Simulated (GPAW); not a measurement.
# Convergence of the RPA static electronic dielectric constant of NaI with k mesh, band sum and local-field cutoff (PBE)

We calculate the static electronic dielectric constant ε∞ of rock-salt NaI in the random-phase approximation on PBE bands, with the ions clamped in the measured cell. The question is how far ε∞ depends on three numerical settings: the k mesh of the response, the number of bands in the sum over states, and the plane-wave cutoff for local fields. ε∞ fixes the refractive index well below the gap, which matters for light collection in scintillator crystals, and it sets the electronic screening of charges. Each setting is judged against the finer settings in the same series, not against experiment. Agreement between rows therefore shows numerical convergence and leaves the errors of PBE, of the RPA and of the missing spin-orbit coupling untouched.

## How the numbers were made

The measured cell of a diffraction database, fixed. GPAW 26.7.0, plane waves with PAW (cutoff 500 eV), no spin polarisation, no spin-orbit coupling, clamped ions. Each name gives functional, response level, k mesh, size of the sum over states, local-field cutoff and any scissors shift of the empty bands; line broadening 0.15 eV. The smallest direct gap met on these meshes is 3.66 eV. All ran on Arm Neoverse V2, shared with other work, so times are rough. The same in all rows: scissors shift: 0.0 eV.

Notes on method and selection:

- Spin-orbit coupling is left out; with atoms heavier than cadmium it mostly narrows gaps and raises ε∞.
- Meshes coarser than about 0.2 1/Å can put ε∞ too high by tens of per cent where the direct gap is small.
- Runs that did not converge, have known faults or may not be shown are not listed, and runs on Ansatz's PAW sets soft_1 and soft_2 are kept to separate tables.

Columns:

- bands: bands in the sum.
- k spacing (1/Å): k-point spacing.
- ε∞: real dielectric constant at zero frequency.
- cost (core-s): processor time of the response step.

## Computed values

```
member                             bands  local-field cutoff (eV)  k spacing (1/Å)  ε∞    cost (core-s)
PBE, RPA, 9×9×9, 60 bands, 150 eV  60     150                      0.19             3.04  31
PBE, RPA, 5×5×5, 41 bands, 60 eV   41     60                       0.34             3.08  3.9
PBE, RPA, 9×9×9, 60 bands, 100 eV  60     100                      0.19             3.04  16
PBE, RPA, 9×9×9, 60 bands, 40 eV   60     40                       0.19             3.05  9.6
PBE, RPA, 9×9×9, 60 bands, 20 eV   60     20                       0.19             3.07  9.2
PBE, RPA, 9×9×9, 15 bands, 60 eV   15     60                       0.19             3.01  4.4
PBE, RPA, 7×7×7, 41 bands, 60 eV   41     60                       0.24             3.04  5.3
PBE, RPA, 9×9×9, 60 bands, 10 eV   60     10                       0.19             ?     8.9
PBE, RPA, 9×9×9, 23 bands, 60 eV   23     60                       0.19             3.03  5.5
PBE, RPA, 9×9×9, 60 bands, 60 eV   60     60                       0.19             3.04  10
PBE, RPA, 9×9×9, 11 bands, 60 eV   11     60                       0.19             2.95  3.8
PBE, RPA, 9×9×9, 39 bands, 60 eV   39     60                       0.19             3.04  7.5
PBE, RPA, 4×4×4, 41 bands, 60 eV   41     60                       0.42             3.17  3.6
```

Cells marked ? are withheld until the estimate has been made.

## Interpretation

The three settings do not all act in the same direction. Enlarging the band sum raises ε∞, while refining the mesh or raising the local-field cutoff lowers it or leaves it unchanged.

On the 9×9×9 mesh with a 60 eV cutoff, ε∞ rises from 2.95 with 11 bands to 3.04 with 39, and stays there with 60. The first added bands count most: from 11 to 15 bands the gain is (3.01 − 2.95) / 4 = 0.015 per band, and from 15 to 23 it is (3.03 − 3.01) / 8 = 0.0025 per band. At zero frequency every empty band adds a positive term, which shrinks as its energy above the valence band grows. A truncated sum is therefore too low.

With 41 bands and 60 eV, the 4×4×4 mesh gives 3.17, the 5×5×5 mesh 3.08 and the 7×7×7 mesh 3.04. The coarsest mesh is thus 3.17 − 3.04 = 0.13 above the 7×7×7 result, the largest numerical error among the rows shown. A likely cause is that a coarse mesh gives too much weight to points near the smallest direct gap, where transitions contribute most. The density was held fixed, so these rows test only the sampling of the response.

With 60 bands on the 9×9×9 mesh, ε∞ falls from 3.07 at a 20 eV cutoff to 3.05 at 40 eV and 3.04 at 60 eV, with no further change up to 150 eV. Local fields arise because the induced charge varies within the cell, mostly around the polarisable iodide ions. They oppose part of the applied field, so including more of them lowers ε∞.

The 7×7×7 run with 41 bands and 60 eV already reaches 3.04 for 5.3 core-s. Going to 9×9×9, 60 bands and 150 eV costs 31 core-s and gives the same printed value.

## A prediction

Plain estimates from the members shown:

- PBE, RPA, 9×9×9, 60 bands, 10 eV, mean of the 12 members shown: 3.05 , standard deviation 0.048

The mean of the members, 3.05, mixes unrelated errors and lies below the 20 eV value, so we do not use it. What matters is which reciprocal vectors G survive a 10 eV cutoff. The 4×4×4 spacing gives the shortest one as 4 × 0.42 = 1.68 1/Å, with energy 3.8 × 1.68² = 10.7 eV (3.8 eV Å² being ħ²/2m). Only G = 0 remains, and local fields vanish altogether. A smooth continuation from 20 eV would miss this step.

To size it, we treat the iodide ions as touching, uniformly polarisable spheres with nothing polarisable between them. On the face-centred cubic iodide lattice such spheres fill π / √18, or about 0.74, of the cell. To second order in the variation of the local dielectric constant, local fields lower the cell average h, which is the value without local fields, by (0.26 / 0.74) × (h − 1)² / (3h). Setting the lowered value to the converged 3.04 gives h = 3.22, since (0.26 / 0.74) × (3.22 − 1)² / (3 × 3.22) = 0.18.

We tried the model on the 20 eV row, where the two shortest shells of G are included. For sharp spheres these carry about a third of the lowering, which gives 3.22 − 0.18 / 3 = 3.16 against the tabulated 3.07. The miss of 0.09 probably reflects the sharp sphere edges, which put too much weight on short wavelengths. We take it, rounded up, as the error.

**Committed estimate, PBE, RPA, 9×9×9, 60 bands, 10 eV: ε∞ = 3.22 ± 0.10.**

## Check

```
member                            bands  local-field cutoff (eV)  k spacing (1/Å)  ε∞    cost (core-s)
PBE, RPA, 9×9×9, 60 bands, 10 eV  60     10                       0.19             3.71  8.9
```

```
member                            estimate   ε∞    computed  estimate − computed  miss in error bars
PBE, RPA, 9×9×9, 60 bands, 10 eV  committed  3.22  3.71      −0.49                4.9
PBE, RPA, 9×9×9, 60 bands, 10 eV  mean       3.05  3.71      −0.66
```

The computed value is 3.71, so our estimate of 3.22 ± 0.10 is too low by 0.49, or 4.9 error bars. It is only somewhat better than the mean of the other members, which misses by 0.66.

The argument from reciprocal vectors held. A 10 eV cutoff leaves only G = 0, local fields drop out, and ε∞ jumps instead of continuing smoothly from 3.07 at 20 eV. The sphere model failed on the size of the jump: it gave a lowering by local fields of 0.18, against 3.71 − 3.04 = 0.67. Its trial on the 20 eV row could not reveal this, because the model had been fitted to the converged 3.04 and the trial tested only how the lowering is shared among the shells of G.

That sharing was wrong as well. The two shortest shells carry (3.71 − 3.07) / 0.67 = 0.96 of the lowering, not a third, so the local fields that matter here vary smoothly, on the scale of the cell. Polarisable regions more compact than touching spheres would strengthen the effect. A filling of one half gives (3.71 − 1)² / (3 × 3.71) = 0.66, but that filling is chosen after the fact and does not mend the sharing among shells.

## Exceptions

The 10 eV row stands far from all others, 0.67 above the converged 3.04. It is the RPA result without local fields, and so differs in kind from the rows at 20 eV and above, which differ among themselves only in how finely the local fields are described.

Two smaller departures have opposite signs. The 4×4×4 mesh lies 0.13 too high, as expected if the few k points overweight the region of the smallest direct gap. The sum over 11 bands lies 3.04 − 2.95 = 0.09 too low, because it contains only a few empty bands and leaves out positive terms from the higher ones. A run that combined a coarse mesh with a short band sum could therefore come close to 3.04 through cancelling errors.

## Cost against accuracy

Leaving out local fields saves almost nothing: the response step takes 8.9 core-s at 10 eV and 9.2 core-s at 20 eV, while the error in ε∞ falls from 0.67 to 0.03. At the other end, going from 60 to 150 eV raises the cost from 10 to 31 core-s, a factor of 3.1, with no change in the printed ε∞. For the band sum at 60 eV, 11 bands cost 3.8 core-s and 60 bands 10 core-s, and the extra time removes an error of 0.09. These times cover the response step alone.

## Rules of thumb and their limits

For NaI at this level, ε∞ is within 0.03 of 3.04 once the cutoff is at least 20 eV, provided the mesh is 9×9×9 and 60 bands are summed. A cutoff between 20 and 60 eV can be estimated from its neighbours to about 0.02. That fails below the first shell of G, near 10.7 eV, where local fields vanish in one step.

In terms of the refractive index n = √ε∞, the converged value is √3.04 = 1.74 and the value without local fields √3.71 = 1.93, an error large enough to matter in optical design.

Two omitted effects probably exceed the few hundredths left among the well-converged rows, and they have opposite signs. The too small PBE gap raises ε∞, while leaving out the exchange-correlation kernel, as the RPA does, lowers it. Numerical convergence to 3.04 therefore does not by itself make 3.04 the true value.

[Logs are printed without paths, hosts, clocks, repeated set-up lines and the standing remarks that a program may print on its own settings, such as how far it seeks lower states.]
